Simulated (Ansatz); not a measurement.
# A series in volume scale on Co

Free energy against uniform scaling of the volume at fixed shape and fractions; periodic cell, basis, potentials, k mesh and filling as listed. The results are calculated, by Ansatz 0.2.0.

The cell before it is scaled or strained (space group Fd-3m, No. 227):
```
cell vectors (Å)
   0.0000     3.2174     3.2174
   3.2174     0.0000     3.2174
   3.2174     3.2174     0.0000
atoms (fractions of the cell vectors)
Co  0.25000  0.25000  0.25000
Co  0.00000  0.00000  0.00000
Co  0.62500  0.62500  0.12500
Co  0.62500  0.12500  0.62500
Co  0.12500  0.62500  0.62500
Co  0.62500  0.62500  0.62500
```

Settings of every row: functional PBEsol; dispersion none; potentials PAW; wave cutoff 500 eV; density cutoff 2000 eV; k mesh 6x6x6; k shift 0x0x0; occupations fermi dirac; smearing width 0.1 eV; spin collinear.

Limits: coarse k mesh, up to 40 meV an atom off; the cell comes from a prototype or a list of computed structures and needn't be the stable phase.

| row | volume scale | V (Å³/atom) | pressure (GPa) | energy above lowest point (meV/atom) |
| --- | --- | --- | --- | --- |
| 1 | 0.92 | 10.214 | 17.03 | 35.1 |
| 2 | 0.9467 | 10.51 | 9.29 | 11 |
| 3 | 0.9733 | 10.805 | ? | ? |
| 4 | 1 | 11.102 | -2.69 | 0 |
| 5 | 1.0267 | 11.398 | -7.42 | 9.5 |
| 6 | 1.0533 | 11.694 | -11.55 | 27.1 |
| 7 | 1.08 | 11.99 | -15.16 | 51.8 |

Question: what pressure should row 3 give?

Worked fit of pressure. Take u = (V_r/V)^(2/3) − 1 with V_r = 11.25 Å³ an atom, which is twice the finite (Eulerian) strain; such expansions in the strain, on which the Birch-Murnaghan equation of state is built, carry the rest volume and the bulk modulus. The shown rows have u = 0.06653, 0.04641, 0.00887, -0.00868, -0.02548, -0.04158. Least squares give pressure = −5.148 + 268.92 × u + 786.2 × u² + 2728 × u³ GPa; a parabola predicts inner rows, each left out in turn, worse (root mean square 0.14 against 0.025 GPa). The rows lie off it by 0.00, -0.01, 0.01, 0.00, -0.02, 0.01. The pressure vanishes at u = 0.0181, or V = 10.95 Å³ an atom, and there the bulk modulus at fixed shape and fractions is B = −V dP/dV = (2/3)(1 + u) dP/du = 204 GPa. The withheld row has u = 0.02727, so the fit gives −5.148 + 268.92 × (0.02727) + 786.2 × (0.02727)² + 2728 × (0.02727)³ = 2.83 GPa.

The calculation gave 2.8 GPa. The fit lies 0.03 GPa (1.1 % of the value, 0.093 % of the column's range) above it; its largest miss of a shown row is 0.02 GPa.

The other values of row 3: energy above lowest point 0 meV/atom.
